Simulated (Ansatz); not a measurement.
# GaC3: pressure and energy above lowest point against volume scale

All results are calculated (Ansatz 0.2.0). Free energy against uniform scaling of the volume at fixed shape and fractions; periodic cell, basis, potentials, k mesh and filling as listed.

The cell before it is scaled or strained (space group Pm-3m, No. 221):
```
CELL_PARAMETERS angstrom
3.31890 0.00000 0.00000
0.00000 3.31890 0.00000
0.00000 0.00000 3.31890
ATOMIC_POSITIONS crystal
Ga 0.00000 0.00000 0.00000
C 0.00000 0.50000 0.50000
C 0.50000 0.00000 0.50000
C 0.50000 0.50000 0.00000
```

Settings of every row: functional PBEsol; dispersion none; potentials PAW; wave cutoff 470 eV; density cutoff 1880 eV; k mesh 7x7x7; k shift 0x0x0; occupations fermi dirac; smearing width 0.05 eV; spin none.

Limits: coarse k mesh, up to 40 meV an atom off; the cell comes from a prototype or a list of computed structures and needn't be the stable phase.

| row | volume scale | V (Å³/atom) | pressure (GPa) | energy above lowest point (meV/atom) |
| --- | --- | --- | --- | --- |
| 1 | 0.94 | 8.591 | 6.46 | 5.7 |
| 2 | 0.96 | 8.774 | ? | ? |
| 3 | 0.98 | 8.957 | -1.15 | 0 |
| 4 | 1 | 9.14 | -4.33 | 3.2 |
| 5 | 1.02 | 9.322 | -7.18 | 9.7 |
| 6 | 1.04 | 9.505 | -9.72 | 19.4 |
| 7 | 1.06 | 9.688 | -11.99 | 31.8 |

Question: what pressure and energy above lowest point should row 2 give?

Worked fit of pressure. Take u = (V_r/V)^(2/3) − 1 with V_r = 9.231 Å³ an atom, which is twice the finite (Eulerian) strain; such expansions in the strain, on which the Birch-Murnaghan equation of state is built, carry the rest volume and the bulk modulus. The shown rows have u = 0.04907, 0.02029, 0.00663, -0.00652, -0.01931, -0.0317. Least squares give pressure = −5.803 + 216.45 × u + 679.7 × u² GPa; a straight line predicts inner rows, each left out in turn, worse (root mean square 0.46 against 0.018 GPa). The rows lie off it by 0.01, -0.02, 0.01, 0.01, 0.01, -0.01. The pressure vanishes at u = 0.0249, or V = 8.897 Å³ an atom, and there the bulk modulus at fixed shape and fractions is B = −V dP/dV = (2/3)(1 + u) dP/du = 171 GPa. The withheld row has u = 0.03443, so the fit gives −5.803 + 216.45 × (0.03443) + 679.7 × (0.03443)² = 2.46 GPa.

The calculation gave 2.43 GPa. The fit lies 0.03 GPa (1.2 % of the value, 0.16 % of the column's range) above it; its largest miss of a shown row is 0.02 GPa.

Worked fit of energy above lowest point. Take u = (V_r/V)^(2/3) − 1 with V_r = 9.231 Å³ an atom, which is twice the finite (Eulerian) strain; such expansions in the strain, on which the Birch-Murnaghan equation of state is built, carry the rest volume and the bulk modulus. The shown rows have u = 0.04907, 0.02029, 0.00663, -0.00652, -0.01931, -0.0317. Least squares give energy above lowest point = 6.03 − 497.2 × u + 9989 × u² meV/atom; a straight line predicts inner rows, each left out in turn, worse (root mean square 6.7 against 0.057 meV/atom). The rows lie off it by 0.0, -0.1, 0.0, 0.0, 0.0, 0.0. Its lowest point lies at u = 0.0249, or V = 8.897 Å³ an atom, and the curvature there gives the bulk modulus at fixed shape and fractions, B = (4/9)(1 + u)² E″(u)/V = 168 GPa. The withheld row has u = 0.03443, so the fit gives 6.03 − 497.2 × (0.03443) + 9989 × (0.03443)² = 0.8 meV/atom.

The calculation gave 0.7 meV/atom. The fit lies 0.1 meV/atom (14 % of the value, 0.31 % of the column's range) above it, one unit of the last digit.
